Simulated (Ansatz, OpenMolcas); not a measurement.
## CH3BFNO (SMILES NC1(F)BO1): methods side by side

CH3BFNO: 8 atoms, total charge 0, spin state singlet. As SMILES, `NC1(F)BO1`. The shape is that of a PBE0-D4/def2-TZVP optimisation. This is one conformer, not always the lowest.

Each level gives the HOMO–LUMO gap (eV). The values are calculated.

| level | kind | program | value (eV) | CPU time |
| --- | --- | --- | --- | --- |
| PBE/6-31G* (spherical functions) | GGA | OpenMolcas | 4.87 | 35 s |
| M06-L/6-31G* (spherical functions) | meta-GGA | OpenMolcas | 5.66 | 37 s |
| r2SCAN/6-31G* (spherical functions) | meta-GGA | Ansatz | 5.58 | 9.7 s |
| B3LYP/6-31G* (spherical functions) | global hybrid | OpenMolcas | 7.03 | 30 s |
| PBE0/6-31G* (spherical functions) | global hybrid | Ansatz | 7.54 | 6.2 s |
| r2SCAN0/6-31G* (spherical functions) | hybrid meta-GGA | Ansatz | 7.96 | 13 s |
| CAM-B3LYP/6-31G* (spherical functions) | range-separated hybrid | Ansatz | 10.21 | 7.1 s |
| PBE-QIDH/6-31G* (spherical functions) | double hybrid | Ansatz | 12.11 | 9.2 s |

The values span 4.87 to 12.11 eV. Orbital gaps aren't excitation energies, and those of double hybrids come from the SCF part alone; they tend to grow with the share of exact exchange. CPU times are rough (shared hosts, several kinds of processor and program).

The three semilocal functionals all give smaller gaps than any of the hybrids. The matched pairs show this most cleanly: the gap rises from 4.87 to 7.54 eV between PBE and PBE0, and from 5.58 to 7.96 eV between r2SCAN and r2SCAN0. The lead of r2SCAN over PBE survives in the hybrids but shrinks. The widening probably arises because nonlocal exchange stabilises occupied orbitals far more than empty ones.

Chemically, a sizeable gap is plausible for a small saturated ring without an extended π system. The HOMO probably has nitrogen and oxygen lone-pair character mixed with strained ring bonds, while the formally empty boron p orbital is the natural acceptor. Donation from the ring oxygen should push that acceptor level up, although ring strain may limit the effect.

The spread therefore reflects the description of the electrons, not a change in the molecule, and supports no single value as its fundamental gap. Without diffuse functions, the largest gaps may also depend on how the basis confines a weakly bound or unbound LUMO.
